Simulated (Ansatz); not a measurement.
A series in volume scale on LiGa3

Free energy against uniform scaling of the volume at fixed shape and fractions; periodic cell, basis, potentials, k mesh and filling as listed. The results are calculated, by Ansatz 0.2.0.

The cell before it is scaled or strained (space group Pm-3m, No. 221):
```
LiGa3
1.0
      4.0715     0.0000     0.0000
      0.0000     4.0715     0.0000
      0.0000     0.0000     4.0715
Li Ga
1 3
Direct
  0.00000 0.00000 0.00000
  0.50000 0.00000 0.50000
  0.00000 0.50000 0.50000
  0.50000 0.50000 0.00000
```

Settings of every row: functional r2SCAN; dispersion none; potentials PAW; wave cutoff 612.26 eV; density cutoff 2449 eV; k mesh 6x6x6; k shift 0x0x0; occupations cold; smearing width 0.1 eV; spin none.

Limits: coarse k mesh, up to 40 meV an atom off; the cell comes from a prototype or a list of computed structures and needn't be the stable phase.

```
row  volume scale  V (Å³/atom)  energy above lowest point (meV/atom)
  1          0.88       14.849                                  22.2
  2          0.92       15.524                                   5.7
  3          0.96       16.198                                     0
  4             1       16.873                                   4.4
  5          1.04       17.548                                  16.8
  6          1.08       18.223                                     ?
  7          1.12       18.898                                  56.2
```

Question: what energy above lowest point should row 6 give?

Worked fit of energy above lowest point. Take u = (V_r/V)^(2/3) − 1 with V_r = 16.535 Å³ an atom, which is twice the finite (Eulerian) strain; such expansions in the strain, on which the Birch-Murnaghan equation of state is built, carry the rest volume and the bulk modulus. The shown rows have u = 0.07433, 0.04296, 0.01382, -0.0134, -0.03887, -0.0852. Least squares give energy above lowest point = 1.48 − 152.3 × u + 5781 × u² meV/atom; a straight line predicts inner rows, each left out in turn, worse (root mean square 14 against 0.62 meV/atom). The rows lie off it by 0.1, 0.1, -0.5, -0.2, 0.7, -0.2 (root mean square 0.37 meV/atom). The withheld row has u = -0.06275, so the fit gives 1.48 − 152.3 × (-0.06275) + 5781 × (-0.06275)² = 33.8 meV/atom.

The calculation gave 34.7 meV/atom. The fit lies 0.9 meV/atom (2.6 % of the value, 1.6 % of the column's range) below it; its largest miss of a shown row is 0.7 meV/atom.
